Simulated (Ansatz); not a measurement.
## The polar optical mode of BN at 2 GPa, worked through

The calculation used Ansatz 0.2.0, DFT LDA, scalar-relativistic, plane waves, PAW. Settings: 420 eV plane-wave cutoff, Γ-centred 12×12×12 mesh, fixed occupations. No spin polarisation. Phonons by linear response, acoustic sum rule imposed.

The cell, relaxed at 2 GPa:
```cif
data_structure
_symmetry_space_group_name_H-M 'P 1'
_symmetry_Int_Tables_number 1
_cell_length_a 2.5277
_cell_length_b 2.5277
_cell_length_c 2.5277
_cell_angle_alpha 60.000
_cell_angle_beta 60.000
_cell_angle_gamma 60.000
_cell_volume 11.42
loop_
_atom_site_label
_atom_site_type_symbol
_atom_site_fract_x
_atom_site_fract_y
_atom_site_fract_z
_atom_site_occupancy
B1 B 0.00000 0.00000 0.00000 1
N1 N 0.75000 0.75000 0.75000 1
```

Linear response gives ν_TO = 1074.5 cm⁻¹, Born charges ±1.876 e (positive on B) and ε∞ = 4.561. The primitive cell holds 11.419 Å³, and the masses are 10.810 and 14.007 amu.

**Question.** Find ν_LO and the static dielectric constant.

**Answer.** The long-wave field adds a restoring force: ω_LO² − ω_TO² = Z*²e²/(ε_vac ε∞ μV). In these units ν_LO² − ν_TO² = 4.92064×10⁷ Z*²/(μ V ε∞) cm⁻², with μ = m₁m₂/(m₁ + m₂) = 6.101 amu: 544822 cm⁻². So ν_LO = √(1074.5² + 544822) = 1303.6 cm⁻¹, and the run gives 1303.6. Lyddane–Sachs–Teller then gives ε0 = ε∞ (ν_LO/ν_TO)² = 6.71, against 6.71 in the run (it forms both from the same three quantities, so the match checks the arithmetic only). Between ν_TO and ν_LO the dielectric function is negative and an undamped crystal reflects fully: a reststrahlen band from 7.7 to 9.3 μm.

**Question.** What do the Clausius–Mossotti polarisability and the Szigeti charge come to?

**Answer.** With the Lorentz local field, α = (3V/4π)(ε∞ − 1)/(ε∞ + 2) = 1.48 Å³ for the pair, and e_S = 3Z*/(ε∞ + 2) = 0.86 e. The Born charge includes the electrons' response to the dipole's own local field, and e_S takes that enhancement out. The Lorentz field assumes point-like polarisable ions, a poor picture once ε∞ is this large, since the electron clouds then overlap or are shared, so both numbers are formal here.

**Question.** How strongly does a slow electron couple to the LO mode?

**Answer.** For one isotropic parabolic band, Fröhlich's constant is α_F = (1/ε∞ − 1/ε0) √(m* Ry/ħω_LO), with Ry = 13.606 eV, ħω_LO = 161.6 meV and m* in free-electron masses: α_F = 0.0703 × 9.17 × √m* = 0.64 √m*. The band mass isn't part of this run; for m* = 0.1, 0.3 and 1 it gives 0.20, 0.35, 0.64. In weak coupling the polaron lies α_F ħω_LO below the band edge (57 meV at m* = 0.3) with a mass m*(1 + α_F/6); past α_F of about 5 or 6 that expansion fails. A semilocal functional's ε∞ tends to be too large, which taken alone lowers α_F.

The wide gap between 1074.5 and 1303.6 cm⁻¹ reflects a sizeable dynamical charge acting on light atoms in a small cell, and is not by itself a sign of strongly ionic bonding. The positive charge on B follows from nitrogen's greater electronegativity, but its size, well below the formal trivalent value, fits a polar covalent sp³ network.

The static dielectric constant separates charge from mass. The lattice contribution depends on the Born charge, the volume and the force constant, while the reduced mass cancels. Stiff, short B–N bonds therefore keep ε0 at 6.71 against an ε∞ of 4.561, so most of the screening is electronic. This modest ionic part, together with the high LO phonon energy, keeps the Fröhlich coupling weak for the band masses considered.

Carrying that coupling over to real carriers would need more than a single mass, since cubic BN has anisotropic conduction valleys away from the zone centre and a degenerate valence-band top.
